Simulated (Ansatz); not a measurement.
# Harmonic lattice heat capacity of zinc-blende BAs and BP against reduced temperature in LDA: where a single Debye temperature fails

At 100 K, BAs holds more than twice the heat capacity of BP, although their Debye temperatures differ by less than a fifth. If one temperature scale described each crystal, dividing $T$ by $\theta$ would remove the difference. This is tested here with harmonic LDA heat capacities per mole of atoms, measured against each other and against the Debye function, with $\theta$ taken from the second moment of each phonon spectrum. The rows at 500 and 800 K pass the test. The row that fails most clearly is BAs at 100 K: its 6.38 J/(mol K) at $T/\theta$ = 0.107 exceeds the 6.20 J/(mol K) that BP reaches only at 0.135.

## Method

Known crystals without imaginary modes on mesh or path. The structures stem from measured cells of the Crystallography Open Database, directly or through a relaxation at another level; cell and atoms were relaxed at zero pressure at each row's own level, inside the symmetry of the start, with no thermal or zero-point expansion. Program: Ansatz 0.2.0, plane waves, LDA, the program's default PAW potentials, scalar-relativistic without spin-orbit coupling, no spin polarisation. Wave-function cutoff 420 eV (the default for the potentials of each cell); on the k meshes (Γ-centred) the least product of divisions and cell-vector length runs from 38 to 41 Å, relaxations included. Residual pressures at rest stay under 0.01 GPa. Occupations: fixed. Harmonic modes at natural masses come from linear response (density functional perturbation theory), with the acoustic sum rule imposed. The sums run over phonons interpolated from the q mesh of each crystal (span 9 Å or more), at the static cell. The tabled runs alone: cutoff 420 eV, k length 38 to 40 Å, k mesh 12×12×12. Warnings of the programs on runs behind the rows: phonon interpolation lacks quadrupole term (all rows). The rows are a selection of points from finer curves.

Notes on method and selection:

- The second moment fixes the approach to the classical limit: C ≈ 3R(1 − θ²/(20T²)). At low T the lowest branches decide.
- Harmonic lattice part alone: no electronic or expansion terms. The 50 K rows are the least sure on these meshes.
- Runs that did not converge, have known faults or may not be shown are not listed, and runs on Ansatz's PAW sets soft_1 and soft_2 are kept to separate tables.

Columns:

- T over θ: temperature over the second-moment Debye temperature of the crystal.
- Debye temperature (K): Debye temperature from the second moment of the phonon density of states, (ħ/k)·√(5⟨ω²⟩/3).
- mass ratio: heaviest over lightest atomic mass.
- heat capacity (J/(mol K)): harmonic lattice heat capacity at constant volume per mole of atoms (classical limit 24.94).
- entropy (J/(mol K)): harmonic vibrational entropy per mole of atoms.

## Table of results

| member | crystal | T over θ | temperature (K) | Debye temperature (K) | mass ratio | heat capacity (J/(mol K)) | entropy (J/(mol K)) |
| --- | --- | --- | --- | --- | --- | --- | --- |
| 50 K | BAs (zinc-blende) | 0.054 | 50 | 934 | 6.93 | 1.71 | 0.53 |
| 100 K | BAs (zinc-blende) | 0.107 | 100 | 934 | 6.93 | 6.38 | 3.21 |
| 150 K | BAs (zinc-blende) | 0.161 | 150 | 934 | 6.93 | 9.77 | 6.46 |
| 200 K | BAs (zinc-blende) | 0.214 | 200 | 934 | 6.93 | 12.61 | 9.67 |
| 300 K | BAs (zinc-blende) | 0.321 | 300 | 934 | 6.93 | 16.97 | 15.67 |
| 500 K | BAs (zinc-blende) | 0.535 | 500 | 934 | 6.93 | 21.25 | 25.52 |
| 800 K | BAs (zinc-blende) | 0.857 | 800 | 934 | 6.93 | 23.35 | 36.06 |
| 50 K | BP (zinc-blende) | 0.045 | 50 | 1109 | 2.87 | 0.38 | 0.11 |
| 100 K | BP (zinc-blende) | 0.090 | 100 | 1109 | 2.87 | 2.92 | 1.04 |
| 150 K | BP (zinc-blende) | 0.135 | 150 | 1109 | 2.87 | 6.20 | 2.85 |
| 200 K | BP (zinc-blende) | 0.180 | 200 | 1109 | 2.87 | 9.34 | 5.07 |
| 300 K | BP (zinc-blende) | 0.271 | 300 | 1109 | 2.87 | 14.47 | 9.89 |
| 500 K | BP (zinc-blende) | 0.451 | 500 | 1109 | 2.87 | 19.91 | 18.77 |
| 800 K | BP (zinc-blende) | 0.721 | 800 | 1109 | 2.87 | 22.73 | 28.86 |

## Why the values move as they do

The common reference is the Debye heat capacity with the tabulated $\theta$,

$$C_D = 3 \times 24.94\, t^3 \int_0^{1/t} \frac{x^4 e^x}{(e^x-1)^2}\,dx, \qquad t = T/\theta .$$

At 800 K both crystals lie within 0.05 J/(mol K) of this curve, and at 500 K both lie about 0.2 above it. At 300 K the excess is 0.9 for BAs and 0.8 for BP, roughly 5 % of the heat capacity. At 200 K it has grown to 2.4 and 1.6.

Rows at one temperature do not share one $T/\theta$, however, and the near-equality at 300 K comes from that: BAs stands at 0.321, BP at 0.271. Linear interpolation between the BAs excesses at 200 and 300 K gives 0.9 + (2.4 − 0.9) × (0.321 − 0.271) / (0.321 − 0.214) = 1.6 at 0.271. This is somewhat high, because the excess falls ever more slowly on warming, but it is still well above the 0.8 of BP. At equal $T/\theta$ BAs therefore departs clearly further from the curve than BP.

The agreement at the warm end follows from the definition of $\theta$. Each harmonic mode loses heat capacity relative to its classical value in proportion to $\omega^2/T^2$ at leading order, so the sum depends only on the second moment. For BP at 800 K this term alone gives 24.94 × (1 − 1/(20 × 0.721²)) = 22.5, against 22.73 in the table. Any two spectra with the same second moment would merge in this way, whether or not they resemble a Debye spectrum.

On cooling, the high modes freeze out and the low branches take over. A spectrum with more weight at low frequency than the Debye form then lies above the curve, as both crystals do.

For BAs at 100 K the low-temperature limit of the formula gives 78 × 24.94 × 0.107³ = 2.4, and the full integral 2.3 J/(mol K). The calculated value is higher by 6.38 − 2.3 = 4.1, the largest absolute departure among the rows. BP at 100 K, where $T/\theta$ is 0.090, exceeds its own Debye value of 1.4 by only 1.5. At the 0.107 of BAs, linear interpolation between the BP rows gives 4.2, an excess of 4.2 − 2.3 = 1.9, still less than half that of BAs.

## Where the trend breaks

In relative terms the 50 K rows depart further. BAs has 1.71 J/(mol K) where the Debye function gives 0.30, a factor of nearly six; BP has 0.38 against 0.18, a factor of two. These rows are the most sensitive to the phonon mesh, so the factors are less secure than the excess at 100 K. BAs at 150 K is also clearly off a common curve: its 9.77 at $T/\theta$ = 0.161 is above the 9.34 of BP at 0.180. The excess of BP is largest, among its rows, at 150 K, where it amounts to 2.0.

## Suspects and checks

The first numerical suspect for BAs at 100 K is an error in the low phonon branches. Doubling every frequency would turn the 100 K value into the present 50 K value, 1.71, so reaching 2.3 requires frequencies nearly twice as high. A 5 % error changes the row by only about 0.3 to 0.5 J/(mol K), judging by the slopes to its neighbours. The missing quadrupole term in the interpolation has no known sign here, but would have to act on that same large scale. Omitting the zone-centre acoustic modes lowers the heat capacity, which is the wrong direction.

The physical suspect is the mass contrast. The second moment averages restoring constant over mass, atom by atom. With equal constants on both sites, boron supplies 6.93 / (1 + 6.93) = 0.87 of it in BAs and 2.87 / (1 + 2.87) = 0.74 in BP. Long acoustic waves instead move the mean mass. For mass ratio $r$, $\theta$ then exceeds the mean-mass scale by $(1+r)/(2\sqrt{r})$, which is (1 + 6.93) / (2 × √6.93) = 1.51 for BAs and (1 + 2.87) / (2 × √2.87) = 1.14 for BP. The reduced scales are 934 / 1.51, about 620 K, and 1109 / 1.14, about 970 K, so BAs at 100 K corresponds to BP at 100 × 970 / 620 = 156 K. Linear interpolation between the BP rows gives 6.6 there, close to 6.38. The same mapping overshoots for BAs from 150 K upward, where the stiff boron modes matter, so it serves only the cold end.

Three checks follow, cheapest first.

1. Keep the BAs force constants, give arsenic the mass of phosphorus, and recompute $\theta$ and the heat capacity. At $T/\theta$ = 0.107, linear interpolation between the BP rows gives 2.92 + (6.20 − 2.92) × (0.107 − 0.090) / (0.135 − 0.090) = 4.2. A result near this would support mass contrast; one still near 6.38 would point to the force constants.
2. Repeat the thermal sum on a denser interpolated mesh. A shift of several tenths would reveal a sampling error.
3. Repeat the linear response on a denser q mesh with the quadrupole term. Only a strong stiffening of the low branches would make the excess numerical.

## What to take away

For these two crystals, the second-moment $\theta$ places the heat capacity within about 0.2 J/(mol K) of one Debye curve in the listed rows from $T/\theta$ = 0.451 upward. That is no bound for every temperature in this range: BAs has no row between 0.321 and 0.535, where its excess falls from 0.9 to 0.2, so at 0.451 it probably lies further off than BP. In the 300 K rows the curve is about 5 % too low for each crystal, but at different $T/\theta$. At equal $T/\theta$ the shortfall is clearly larger for BAs, so no common correction to the curve serves both. There and in the colder rows each crystal needs its own phonon spectrum. Two crystals cannot establish how the failure grows with mass ratio in general.

Thermal expansion is left out of the tabled values. It raises the heat capacity at constant pressure above the one at constant volume by $\alpha^2 B V T$, with $\alpha$ the volume expansion coefficient, $B$ the isothermal bulk modulus and $V$ the volume per mole of atoms. This term grows on warming, so the close match to the Debye curve at 800 K does not by itself promise an equally close match to a heat capacity measured at constant pressure.
